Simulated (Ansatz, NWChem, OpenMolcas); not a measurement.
**Errors in the dipole moment**

8 molecules with halogens; the dipole moment in D, computed less measured. Shapes, held fixed at every level: PBE0-D4/def2-TZVP. No vibrational averaging. Dipoles are compared by magnitude; molecules under 1 D, whose direction can flip, are left out. Programs: Ansatz 0.2.0, NWChem 7.3.0, OpenMolcas 26.06. A level may come from different programs for different species; with the same settings they agree closely. Measured values: NIST CCCBDB.

Levels: A = HF/cc-pVDZ; B = PBE-D4/def2-TZVPP; C = B3LYP/6-31G* (Cartesian functions).

| molecule | measured | A | B | C |
| --- | --- | --- | --- | --- |
| AsF3 (arsenic trifluoride) | 2.59 | +0.44 | -0.32 | -0.32 |
| SiH2Cl2 (dichlorosilane (DCS)) | 1.13 | +0.44 | -0.09 | +0.43 |
| SCl2O2 (sulfuryl chloride) | 1.81 | +0.29 | -0.18 | -0.33 |
| C2F3N (cyanotrifluoromethane) | 1.33 | -0.12 | +0.15 | +0.15 |
| C2H3ClO (acetyl chloride) | 2.72 | +0.33 | -0.05 | +0.05 |
| C2H3F3 (SMILES CC(F)(F)F) | 2.32 | +0.20 | -0.18 | -0.31 |
| C2H4Cl2 (1,1-dichloroethane) | 2.06 | +0.26 | -0.10 | +0.12 |
| C3H5Cl (SMILES C/C=C/Cl) | 1.97 | +0.18 | -0.16 | 0.00 |

Problem. Sum up the errors.

Solution. 
```tsv
level	kind	mean error	mean absolute error	worst case
HF/cc-pVDZ	Hartree–Fock	+0.253	0.282	AsF3
PBE-D4/def2-TZVPP	GGA	-0.116	0.154	AsF3
B3LYP/6-31G* (Cartesian functions)	global hybrid	-0.026	0.214	SiH2Cl2
```

On this set PBE-D4/def2-TZVPP has the smallest mean absolute error and HF/cc-pVDZ the largest. HF/cc-pVDZ is too high in 7 of 8; PBE-D4/def2-TZVPP is too low in 7 of 8. The levels differ in basis as well as in method. The tabulated value of C2F3N is in doubt (older tables, estimates, or at odds with other calculations) and kept here. Over the 7 molecules whose values aren't doubted the mean absolute errors are A 0.306; B 0.154; C 0.223. Relativity is left out for As. The set is small.

The near-zero mean error of B3LYP/6-31G* reflects cancellation, not accuracy: SiH2Cl2 comes out much too polar, while AsF3, SCl2O2 and CH3CF3 come out too weakly polar by similar amounts. Hartree–Fock errs more systematically. Without correlation it tends to make polar bonds too ionic, which probably accounts for much of its excess, though the compact double-zeta basis may contribute. SiH2Cl2 points to such a basis effect, since both double-zeta levels overshoot by almost the same amount and PBE with the larger basis does not. PBE's mostly low values would fit a density that is too delocalised, with too little charge separation.

The exception to both sign patterns is CF3CN, where the CF3 and CN group moments oppose each other. The net dipole is therefore a difference, and exaggerating bond polarity need not increase it, but its errors cannot test that explanation firmly. PBE's lead here does not establish that it would also describe the response of these dipoles to an applied field better.
